Count the bonds first. Across the cut in this crystal, each Sb atom rests in a hollow between three Te atoms. Slide one side along the slip vector and the Sb atom crosses the bridge between two Te atoms, drops into the next hollow, climbs out again and finally stands directly on a Te atom. If a bond is any Sb–Te contact that is at most 15 % longer than the original 3.02 Å, however short it may be, the count along this path is three, two, three, one and one.

The count invites a simple explanation, that the energy of the slide is the price of the lost bonds. It has the right start: the energy rises at the bridge, where one bond is missing, and falls again in the next hollow, where the bond is back. The table lists the fault energy, which is the energy per area above the undisturbed crystal, and the shear traction, which is its slope along the slip.

Ge2Sb2Te5 (P-3m1, 9-atom cell, a = 4.264 Å, c = 18.066 Å), slid rigidly on a (001) plane between Te and Sb layers, slip vector a + b, one fault per cell, unrelaxed. Ansatz 0.2.0, plane-wave PAW, scalar-relativistic PBE, no spin polarisation, cutoff 420 eV, Gamma-centred 11×11×3 k mesh, Gaussian smearing 0.15 eV. Fault energies are free energies above the undisturbed cell.

```tsv
slip (fraction of the slip vector)	fault energy (mJ/m²)	shear traction (GPa (slope of the fault energy along the slip))
0	0	0.00
0.1667	710	2.68
0.3333	427.9	-0.01
0.5000	4124	91.53
0.6667	17980	-0.09
```

The count fails at both ends of its range. In the second hollow, at slip 0.3333, no bond is missing, yet the fault energy is 428 mJ/m². In the last two rows the same two bonds are missing, yet the energy rises by a factor of 4.4 from one to the other. No price per bond, however chosen, can repair either failure.

A second explanation treats the crystal as a smooth corrugated surface. Frenkel's picture of slip uses a single sine wave, and its counterpart for a surface of threefold symmetry is the longest lattice wave that the symmetry allows. The energies of the two hollows and of the on-top position fix this wave completely. It can then be tested at the two positions in between, where it gives 3.1 times the calculated energy at the bridge and 2.0 times at half slip. The real landscape has a much narrower peak, with lower ground around it, than one wave can draw.

The third explanation looks at the length of the contacts rather than their number. The slide is rigid, so the Te and Sb layers stay $h=1.745$ Å apart whatever happens. An Sb atom displaced sideways by $x$ from the top of a Te atom is therefore at a distance

$$d=\sqrt{h^2+x^2}.$$

In a hollow $x$ is large and the contact has its normal length. On top $x$ is zero, and the two atoms are pressed together to 1.745 Å, far inside any normal bond.

When two atoms are pushed well inside their bond length, their filled shells overlap, and the repulsion is expected to grow roughly exponentially as the distance shrinks. Let $V_0$ be the repulsion of one contact at the distance $h$, and $\rho$ the length over which it falls by a factor $e$:

$$V(d)=V_0\,e^{-(d-h)/\rho}.$$

The force of such a contact is $V/\rho$, so energy and force at a single position are enough to find both constants. The model adds up the repulsion of the nearby contacts and subtracts the same sum for the starting hollow. It leaves out any change in bonding attraction.

The on-top row supplies the constants. Its fault energy amounts to 17.7 eV per cell, and the same calculation gives a mean force of 64.4 eV/Å on the Sb and Te atoms that face each other. Their ratio is about 0.27 Å. The starting hollow already holds some repulsion, about 0.6 eV in this model, and allowing for it raises $\rho$ to 0.284 Å and makes $V_0$ about 18.3 eV.

Half slip can now serve as a check, since that row played no part in finding the constants. The slip vector is $\sqrt3\times4.264=7.39$ Å long, and half slip lies one sixth of it, 1.23 Å, short of the on-top position. The distance formula then gives a contact of 2.136 Å, which is 0.391 Å longer than the one on top. The energy above the start is

$$\Delta E\approx 18.3\,e^{-0.391/0.284}-0.62\approx4.0\ \text{eV per cell}.$$

Spread over the cell area of 15.74 Å², this is roughly 4100 mJ/m². The calculated value is 4124. Part of this closeness rests on the 0.62 eV allowed for the starting hollow, which is an assumption of the model; without it the same formula lands a few per cent high. Such closeness does not make the numbers true of a real crystal, because ordinary PAW datasets are doubtful for atoms squeezed this hard, and the constants come from the most squeezed row of all. What deserves trust is the steep growth with shortening contact, not the last per cent.

The forces at half slip test the idea in another way. If one squeezed contact governs the energy, its two atoms should push each other apart along the line that joins them. That line leans 35.2° from the normal of the plane, and the calculated force leans 35.1°. The model's force is about 6 % larger than the calculated one, a fairer measure of its quality than the energy.

The same pair also accounts for the resistance to sliding. The sideways part of its force, averaged over the two atoms and divided by the cell area, makes up 98 % of the shear traction of 91.5 GPa at half slip. One atom climbing over another thus carries nearly the whole load. This traction belongs to a forced rigid overlap and is no estimate of the strength of the material.

The narrow peak now has a reason. Close to the on-top position, $d$ exceeds $h$ by about $x^2/2h$, so the repulsion falls off sideways as a bell curve of width $\sqrt{h\rho}$. This is about 0.7 Å, much less than the 4.26 Å between neighbouring Te atoms. A single lattice wave would serve if the bell curves of neighbouring atoms were broad enough to merge. Here they stand apart, and the wave spreads the energy of the peak over ground that is in fact low.

At the other limit, far from the top, the contact model runs out. The two hollows have equal Sb–Te contacts, so it gives exactly zero at slip 0.3333, where the calculation gives 428 mJ/m². At the bridge it gives 440 of the 710 mJ/m². So far from the row that fixed its constants, the model is only a rough guide. It suggests that squeezed Sb–Te contacts supply a good part of the energy at the bridge, and the calculated forces point the same way: the Sb and Te atoms at the cut, nearly free of force at the start, are pushed apart there with 1.2 and 1.5 eV/Å. In the second hollow these contacts are back at their starting length, so their repulsion cannot explain the energy there.

The second hollow differs from the first in what lies one layer further on. The Te layers on either side of the Sb layer are staggered at the start, with 4.51 Å between nearest atoms. In the second hollow they face each other directly at 3.77 Å. The calculated forces on these Te atoms, close to zero at the start, now push them apart with 0.45 and 0.31 eV/Å. This fits Te–Te repulsion but does not single it out: the Te layer beyond the Sb is pushed the same way with 0.70 eV/Å in the on-top row, where the two Te layers are staggered again, so a change in Sb–Te bonding can move it too. In the usual stacking of such blocks, the Ge and Sb layers on either side of the Te layer at the cut are expected to come face to face as well.

Bonding chemistry offers another source. Sb and Te bind mainly through p orbitals, which favour nearly straight Te–Sb–Te lines, and the second hollow breaks those lines across the cut. The electronic state changes as well: the gap of the undisturbed crystal, 0.137 eV on the k mesh and narrower than the smearing, is closed at every slid position. The energies and forces at hand do not divide the 428 mJ/m² among these sources. At the bridge the lost bond may contribute as well, so the first explanation could keep a part of the truth there.

The second hollow is nevertheless a local minimum along the path, a stacking fault that the rigid slide would have to climb out of in either direction. The crest in front of it lies slightly beyond the bridge, because the traction at the bridge is still positive, 2.68 GPa. A cubic curve through the energies and slopes at the bridge and the second hollow puts the crest near 730 mJ/m². That height is an interpolation, not a calculated point.

The choice of plane matters as much as the numbers. The cut runs through Sb–Te bonds inside a layered block, not through the weakly bound gap between blocks, so these energies do not describe blocks gliding over one another. They also belong to one order of layers, with Ge rather than Sb in the metal layer nearest the gap, which may not be the most stable order. The atoms were also kept from relaxing. Given the chance, the layers would move apart and lower the energies of the bridge and the fault, and the huge values of the last two rows are no barriers that a real slide must cross.

To guess the curve for a similar rigid slide, begin with the shortest contact at each position. Where it is squeezed well below a bond length, it sets the energy, and each further shortening by $\rho$ multiplies the repulsion by about 2.7. Where two positions have the same contacts, look at the next layer and at the alignment of the bonds. Counting bonds shows where the path is easy, but not how high it climbs.
